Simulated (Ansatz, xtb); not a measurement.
# Isomers of C5H4ClPS in order of energy

9 gas-phase structures of C5H4ClPS, from a drawn sample of its isomers (lower ones may exist). Each was relaxed with GFN2-xTB:

A. `SC1=C(Cl)C=CP=C1`, a singlet
B. `SC1=CC(Cl)=CP=C1`, a singlet
C. `SC1=PC=C(Cl)C=C1`, a singlet
D. `SC1=CC=CP=C1Cl`, a singlet
E. `SC1=C(Cl)C=PC=C1`, a singlet
F. `SC1=CC(Cl)=PC=C1`, a singlet
G. `SC1=PC(Cl)=CC=C1`, a singlet
H. `SC1=PC=CC(Cl)=C1`, a singlet
I. `SC1=CP=C(Cl)C=C1`, a singlet

Which do you expect lowest at r2SCAN-D4/def2-SVP, and how would the others follow?

Calculated order at r2SCAN-D4/def2-SVP: E (0.0), B (0.2), A (0.7), H (1.2), C (1.3), D (1.3), F (1.6), I (2.1), G (2.5) kcal/mol. Less than 1 kcal/mol parts E and B; B and A; A and H; H and C; C and D; D and F; F and I; I and G, so the order within those pairs means little.

Energies above the lowest of each column, in kcal/mol; the last columns are at PBE-D3(BJ)/def2-SVP geometries and were run for some of them only (a dash: not run or not comparable):

```tsv
structure	GFN2-xTB	HF/STO-3G	r2SCAN-D4/def2-SVP	PBE-D3(BJ)/def2-SVP	CCSD(T)/def2-SVP + ΔMP2/def2-TZVPP
E	1.1	1.2	0.0	0.0	1.0
B	0.0	0.0	0.2	0.8	0.0
A	1.7	2.2	0.7	0.6	1.1
H	2.9	1.5	1.2	1.7	1.7
C	2.5	0.7	1.3	1.7	1.5
D	2.4	1.8	1.3	1.1	1.8
F	2.1	0.1	1.6	–	–
I	2.0	0.2	2.1	–	–
G	4.0	1.5	2.5	–	–
```

CCSD(T)/def2-SVP + ΔMP2/def2-TZVPP has B and E within 1 kcal/mol of each other at the bottom, and every level picks one of them. CCSD(T)/def2-SVP + ΔMP2/def2-TZVPP orders those it was run on as B (0.0), E (1.0), A (1.1), C (1.5), H (1.7), D (1.8) kcal/mol. Less than 1 kcal/mol parts B and E; E and A; A and C; C and H; H and D, so the order within those pairs means little. Flexible structures stand in one conformer each, not always the lowest. Frequencies (GFN2-xTB) were run for A, B, C, D, E, H alone. ΔMP2 is the change of the MP2 energy from the smaller to the larger basis.

Over these structures GFN2-xTB departs from r2SCAN-D4/def2-SVP by 0.5 kcal/mol on average once a common shift is removed. A GFN2-xTB relaxation took about 0.16 s and the r2SCAN-D4/def2-SVP energy about 5.4 s on a shared host (Ansatz 0.2.0, xtb 6.7.1).

All nine isomers are thiol-substituted chlorophosphinines with the same aromatic ring, differing only in where SH and Cl sit, which explains the narrow spread. The r2SCAN-D4 energies sort by substitution next to phosphorus: E, B and A leave both adjacent carbons unsubstituted, H, C, D, F and I carry one group there, and G, the highest at 2.5 kcal/mol, carries two. Phosphorus is more electropositive than carbon, so these adjacent carbons are electron-rich, and lone-pair donation from S or Cl into the ring is probably less favourable there. Coupled cluster keeps the same grouping for the six isomers it covers, though the gap between the groups is too small to settle individual pairs. HF/STO-3G breaks the pattern, placing F and I almost level with B and A highest, perhaps because its minimal basis describes the polarisation of P, S and Cl poorly. The comparison says nothing about thione tautomers, which would sacrifice ring aromaticity for a C=S bond.
